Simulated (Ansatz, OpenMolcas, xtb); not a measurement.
## Ligand exchange: SiH3(CH3) + H2S2 → SiH3(SH) + CH4S

Species: SiH3(CH3) (methylsilane), singlet; H2S2 `SS`, singlet; SiH3(SH), singlet; CH4S (methanethiol) `CS`, singlet. The partners trade CH3 for SH: Si–CH3 and S–SH bonds give way to Si–SH and S–CH3.

Shapes, held fixed at every level: PBE0-D4/def2-TZVP. Flexible molecules stand in one conformer, not always the lowest. Programs: Ansatz 0.2.0, OpenMolcas 26.06, xtb 6.7.1. The zero-point and thermal change to 298 K, harmonic and unscaled (PBE0-D4/def2-TZVP), is +2.3 kJ/mol.

```
                             level                   kind  ΔH(298 K) (kJ/mol)  less CCSD(T)/CBS estimate
                          GFN0-xTB         semi-empirical               -89.4                      -47.7
                     HF/def2-TZVPP           Hartree–Fock               -47.7                       -6.0
B3LYP/6-31G* (spherical functions)          global hybrid               -50.6                       -8.9
                PBE0-D4/def2-TZVPP          global hybrid               -38.9                       +2.8
                 B2PLYP/def2-TZVPP          double hybrid               -40.3                       +1.4
                      MP2/def2-SVP    perturbation theory               -57.1                      -15.4
                  CCSD(T)/def2-SVP  coupled cluster or CI               -53.4                      -11.7
                CCSD(T)/def2-TZVPP  coupled cluster or CI               -44.1                       -2.4
              CCSD(T)/CBS estimate  coupled cluster or CI               -41.7                        0.0
```

The highest level, CCSD(T)/CBS estimate, gives ΔH(298 K) = -41.7 kJ/mol; the levels span -89.4 to -38.9. The column of differences is taken from that level and isn't an error. No measured value is set beside it here. The CBS estimate extrapolates MP2 from def2-TZVPP and def2-QZVPP and adds CCSD(T) − MP2 in the triple-zeta set, cores frozen.

The exchange is exothermic at every level, with a best value of -41.7 kJ/mol. The driving force is probably the loss of the weak S–S bond, where lone pairs on adjacent sulfur atoms repel each other, together with the gain of a polar Si–S bond. The total enthalpy can't apportion the two contributions. The thermal term is small, as expected when two molecules give two molecules and the number of bonds is conserved.

Within CCSD(T), the reaction becomes less exothermic as the basis grows, from -53.4 through -44.1 to the extrapolated value. This suggests that small sets lack the polarization functions needed for the S–S bond and so place the reactants too high. In the def2-TZVPP set, Hartree–Fock lies fairly close to CCSD(T), so much of the correlation energy cancels between the two sides. GFN0-xTB gets the sign right but more than doubles the exothermicity, making it unsuitable for quantitative use here. A favourable enthalpy doesn't imply a facile exchange, since the barrier is a separate matter.
